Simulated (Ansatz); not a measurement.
## WC: moving W off its site

WC, P-6m2, a = 2.901 Å, c = 2.829 Å (as given, not relaxed at this level: 4.3 GPa). Ansatz: r2SCAN, PAW, 500 eV, Γ-centred 18×18×16 mesh on 2 atoms, Gaussian smearing 0.15 eV; no spin polarisation.

```xyz
2
Lattice="2.9005 0.0000 0.0000 -1.4503 2.5119 0.0000 0.0000 0.0000 2.8290" Properties=species:S:1:pos:R:3 pbc="T T T"
W     0.0000    0.0000    0.0000
C     1.4503    0.8373    1.4145
```

Atom 1 (W) moves by x along the unit vector (0.707, 0.707, 0.000), with its periodic images; all else is held. y is the free energy of the cell over the start, F the force along the path summed over the moved atoms.

```tsv
x (Å)	y (meV)	F (eV/Å)
-0.100	79.0	1.56
-0.075	44.7	1.18
-0.050	20.0	0.80
0.000	0.0	0.00
0.025	?	?
0.075	46.9	-1.27
0.100	84.0	-1.70
```

Problem. Fit y = c2 x² + c3 x³ + c4 x⁴ to the energies of the other rows, give the force constant, and predict energy and force of the missing row.

Solution. Least squares on the rows shown. y = 8129 x² + 2517 x³ + 2140 x⁴. The force constant is 2 c2 = 16.3 eV/Å², for the cell as given, at 4.3 GPa (for all images moving together, not for a lone atom). The force −dy/dx at the missing row is -0.41 eV/Å (computed -0.41). At x = 0.025 the fit asked for gives 5.1 meV. The run gave 5.1 meV, the same to the digits shown.

Spin–orbit coupling is left out, which can shift energies with elements as heavy as these.

The well is almost harmonic but slightly lopsided: a 0.100 Å shift costs 84.0 meV one way and 79.0 meV the other. The stiffness reflects strong covalent W 5d–C 2p bonding within a metallic carbide. The asymmetry follows from the trigonal-prismatic site, which lacks inversion symmetry. Positive x carries W mostly towards one vertical edge of its carbon prism, where short-range repulsion rises faster, while negative x points more nearly towards a prism face.

Because the whole W sublattice moves against carbon, the curvature describes the in-plane zone-centre optical mode, in which the light carbon atoms would do most of the moving. The threefold axis makes the harmonic constant the same for every in-plane direction, whereas the cubic term depends on direction and changes sign on reversal. The agreement at the omitted point supports the quadratic term well but hardly tests the quartic one, whose contribution there is negligible. Stiffness along c remains undetermined by this path.
